## Magnetic translations and rational flux: where twisted bilayer graphene at 1.1° sits among other lattices

**The algebra.** I take charge $-e$ with $e>0$, $\mathbf B=B\hat z$ and kinetic momentum $\boldsymbol\pi=\mathbf p+e\mathbf A$, so $[\pi_x,\pi_y]=-i\hbar eB$. The Hamiltonian depends on $\boldsymbol\pi$ and on lattice-periodic functions of $\mathbf r$. An ordinary translation changes $\mathbf A$, so I need a generator that shifts $\mathbf r$ and commutes with $\boldsymbol\pi$:

$$K_x=\pi_x+eBy,\qquad K_y=\pi_y-eBx .$$

Then $[K_x,\pi_y]=-i\hbar eB+eB[y,\pi_y]=0$, likewise $[K_y,\pi_x]=0$, and $[K_x,K_y]=-eB[K_x,x]=+i\hbar eB$. Define $T(\mathbf a)=e^{-i\mathbf a\cdot\mathbf K/\hbar}$. In the symmetric gauge $\mathbf K=\mathbf p-e\mathbf A$ and $T(\mathbf a)\psi(\mathbf r)=e^{ie\mathbf a\cdot\mathbf A(\mathbf r)/\hbar}\psi(\mathbf r-\mathbf a)$. For a lattice vector $\mathbf a$, $[T(\mathbf a),H]=0$. The commutator of two exponents is the number $-ieB(\mathbf a\times\mathbf b)_z/\hbar$, and $e^Xe^Y=e^{[X,Y]}e^Ye^X$ gives, with $T_i=T(\mathbf a_i)$,

$$T_1T_2=e^{-2\pi i\phi/\phi_0}\,T_2T_1,\qquad \phi=\mathbf B\cdot(\mathbf a_1\times\mathbf a_2),\qquad \phi_0=\frac he=4.136\times10^{-15}\ \text{Wb}.$$

The minus sign belongs to negative charge with $\phi$ signed as written. Reversing $\mathbf B$ or the handedness of $(\mathbf a_1,\mathbf a_2)$ reverses $\phi$ and conjugates the phase. This is the magnetic translation group of Brown and of Zak (1964).

**Bloch theorem at $\phi/\phi_0=p/q$, $p$ and $q$ coprime.** $T_1^q=T(q\mathbf a_1)$ passes through $T_2$ with phase $e^{-2\pi ip}=1$, so $H$, $T_1^q$ and $T_2$ share eigenstates,

$$T_1^q\psi=e^{-2\pi iq\kappa_1}\psi,\qquad T_2\psi=e^{-2\pi i\kappa_2}\psi,\qquad \kappa_1\in[0,1/q),\quad \kappa_2\in[0,1),$$

with $\mathbf k=\kappa_1\mathbf b_1+\kappa_2\mathbf b_2$ and $\mathbf a_i\cdot\mathbf b_j=2\pi\delta_{ij}$. Three consequences follow.

1. The magnetic zone has $1/q$ of the zero-field area. On a torus of $N=N_1N_2$ cells, with $N_1$ and $N_2$ multiples of $q$ so that the boundary conditions commute with both $T_i$, it holds $(N_1/q)N_2=N/q$ points. Each subband therefore has $N/q$ states, a density $1/(qA)$ for cell area $A$.
2. $T_2(T_1\psi)=e^{-2\pi i(\kappa_2-p/q)}\,T_1\psi$. The states $T_1^j\psi$, $j=0,\dots,q-1$, share one energy and carry $q$ different $T_2$ eigenvalues, because $p$ and $q$ are coprime. They are orthogonal, every level is at least $q$-fold degenerate, and $E_n$ has period $1/q$ in $\kappa_2$. Only $1/q^2$ of the original zone carries independent energies.
3. A band that keeps its $N$ states in the field splits into $q$ subbands, which may touch. It keeps them only if its Chern number vanishes. By Středa's formula (1982) the density in an isolated group of $\nu$ bands changes as $\partial n/\partial B=Ce/h$, which fixes my sign of $C$. While the bounding gaps stay open, $nA=\nu+Cp/q$, so the group yields $\nu q+Cp$ subbands.

A quick test on the square lattice with hopping $-t$ at $p/q=1/3$, gauge $\mathbf A=Bx\hat y$. The $3\times3$ Bloch matrix has diagonal $-2t\cos 2\pi(\kappa_2+j/3)$, $j=0,1,2$, off-diagonal $-t$, and corner elements $-te^{\pm6\pi i\kappa_1}$. I get

$$\det(E-H)=E^3-6t^2E+2t^3\left(\cos6\pi\kappa_1+\cos6\pi\kappa_2\right).$$

It has period $1/3$ in both $\kappa_i$, as required. Setting the bracket to $\pm2$ gives three subbands, $[-2.73t,-2t]$, $[-0.73t,0.73t]$ and $[2t,2.73t]$.

**The only material input is $A$.** Unit flux needs $B_1=\phi_0/A$. For two hexagonal layers with constants $a$ and $a(1+\delta)$ and twist $\theta$, the moiré reciprocal vector is the difference of vectors of length $G$ and $G/(1+\delta)$ at angle $\theta$. The cosine rule gives

$$\left(\frac aL\right)^2=\frac{\delta^2+2(1+\delta)(1-\cos\theta)}{(1+\delta)^2},\qquad A=\frac{\sqrt3}{2}L^2 .$$

For $\delta=0$ this is $L=a/[2\sin(\theta/2)]$. My inputs are the typical values $a=0.246$ nm for graphene and $\delta=0.018$ for graphene on hBN, and an illustrative patterned square lattice of period 100 nm with $A=L^2$. An angle of 1.1° is not one of the commensurate angles whose supercell equals the moiré cell. The periodicity I use is that of the continuum model (Bistritzer and MacDonald, 2011), one valley at a time with intervalley coupling dropped. If each layer's Dirac momentum is kept in the kinetic term, the tunnelling matrix is strictly moiré-periodic and the derivation applies unchanged. For each system I pick a fraction $p/q$ near 10 T. The last column is the density of one subband, per spin, and per valley in the moiré rows.

| System | $L$ (nm) | $A$ (nm²) | $B_1$ (T) | $p/q$ | $B$ (T) | $1/(qA)$ ($10^{15}$ m⁻²) |
|---|---|---|---|---|---|---|
| Graphene | 0.246 | 0.0524 | $7.89\times10^4$ | 1/7900 | 10.0 | 2.42 |
| Twisted bilayer, 2.0° | 7.05 | 43.0 | 96.1 | 1/10 | 9.6 | 2.32 |
| Graphene/hBN, 1.1° | 9.47 | 77.7 | 53.2 | 1/5 | 10.6 | 2.57 |
| Twisted bilayer, 1.1° | 12.8 | 142 | 29.1 | 1/3 | 9.7 | 2.34 |
| Graphene/hBN, 0° | 13.9 | 168 | 24.7 | 2/5 | 9.9 | 1.19 |
| Twisted bilayer, 0.5° | 28.2 | 688 | 6.01 | 5/3 | 10.0 | 0.484 |
| Square lattice | 100 | $10^4$ | 0.414 | 24/1 | 9.9 | 0.100 |

These are the numbers of the geometric model with the stated inputs.

**Trend in $B_1$.** Since $A\propto L^2$, $B_1=B_1^{\rm graphene}(a/L)^2\approx B_1^{\rm graphene}(\theta^2+\delta^2)$ for small $\theta$ (in radians) and $\delta$. The 1.1° cell covers $2.71\times10^3$ graphene cells, and that factor alone brings $B_1$ from $7.89\times10^4$ T to 29.1 T. Between 2.0° and 0.5° the quadratic law gives a factor 16.0. Twist and mismatch add in quadrature, so hBN stacks have a floor. At $\theta=0$ the mismatch acts like a twist of $\delta/(1+\delta)$ rad, or 1.01°, which is why the aligned row lies close to the 1.1° bilayer.

**Trend in the last column.** Using $B=(p/q)\phi_0/A$,

$$\frac1{qA}=\frac{B}{p\,\phi_0}.$$

The lattice has dropped out. $B/\phi_0$ is the density of one Landau level, so a subband is $1/p$ of a Landau level as well as $1/q$ of a band. The four rows with $p=1$ differ only through their fields, and the rows with $p=2$, 5 and 24 fall as $1/p$. The magnetic length $\ell=\sqrt{\hbar/eB}$ sorts the regimes, since $\ell^2=(A/2\pi)(q/p)$, or $\ell/L=0.371\sqrt{q/p}$ for a hexagonal cell. In graphene $\ell\gg L$. The subbands near the Dirac point are then the Landau levels, one per valley and spin, and the lattice gives them negligible width. In the last two rows $\phi>\phi_0$ and $\ell<L$. The zero-field gaps need not survive there, and the useful count is a Landau level split into $p$ parts. At 1.1° and $1/3$, $\ell=8.2$ nm against $L=12.8$ nm, so neither length dominates, which is the regime of Hofstadter's spectrum (1976). The algebra repeats under $\phi\to\phi+\phi_0$. A continuum Hamiltonian does not, so I should not expect the bilayer spectrum to repeat.

**Counting at 1.1°, $p/q=1/3$.** Each valley and spin has two flat bands joined at Dirac points. The zero-field symmetry $C_{2z}\mathcal T$ acts within a valley and makes the pair's Chern number zero. With $\nu=2$, $C=0$ there are 6 subbands per flavour and 24 over four flavours, provided the gaps to the remote bands stay open up to this flux. Every level is threefold degenerate within its flavour. Neutrality to full filling stays at $4/A=2.81\times10^{16}$ m⁻². If a sublattice potential separates the pair into bands with $C=+1$ and $C=-1$, these give $q\pm p=4$ and 2 subbands, with the total unchanged.

**What I left out, and how large it is.** With an illustrative total width $W=10$ meV for the pair, the model's mean subband spacing is $W/6\approx1.7$ meV. The Zeeman splitting $g\mu_BB$ with $g\approx2$ is 1.1 meV at 9.7 T. It commutes with the $T_i$, so the counting holds for each spin, but the two spin ladders are displaced by about two thirds of a spacing. The Coulomb scale $e^2/(4\pi\varepsilon_0\varepsilon_rL)$ is 11 meV for an illustrative $\varepsilon_r=10$, as large as $W$. The interacting Hamiltonian still commutes with the many-body magnetic translations, but the order of filling and the gap sizes are beyond the single-particle estimate, and a ground state may break the translations. In devices the flat-band features typically spread over a few tens of meV, so 1.7 meV is likely low by a factor of a few.

The geometric numbers are firmer. Uniaxial heterostrain $\epsilon$ with Poisson ratio $\nu_P$ makes the relative deformation $\begin{pmatrix}\epsilon&-\theta\\ \theta&-\nu_P\epsilon\end{pmatrix}$. To leading order its determinant $\theta^2-\nu_P\epsilon^2$ replaces $\theta^2$ in $B_1$. An illustrative $\epsilon=0.003$ with a typical $\nu_P=0.16$ lowers $B_1$ by 0.4 %. The angle matters far more, as $\Delta B_1/B_1=2\Delta\theta/\theta$ is 9 % for $\Delta\theta=0.05°$. The model's $B_1$ runs from 26.5 T at 1.05° to 31.8 T at 1.15°, so a sample with that spread of local angle has no single field at which the flux is $1/3$ everywhere.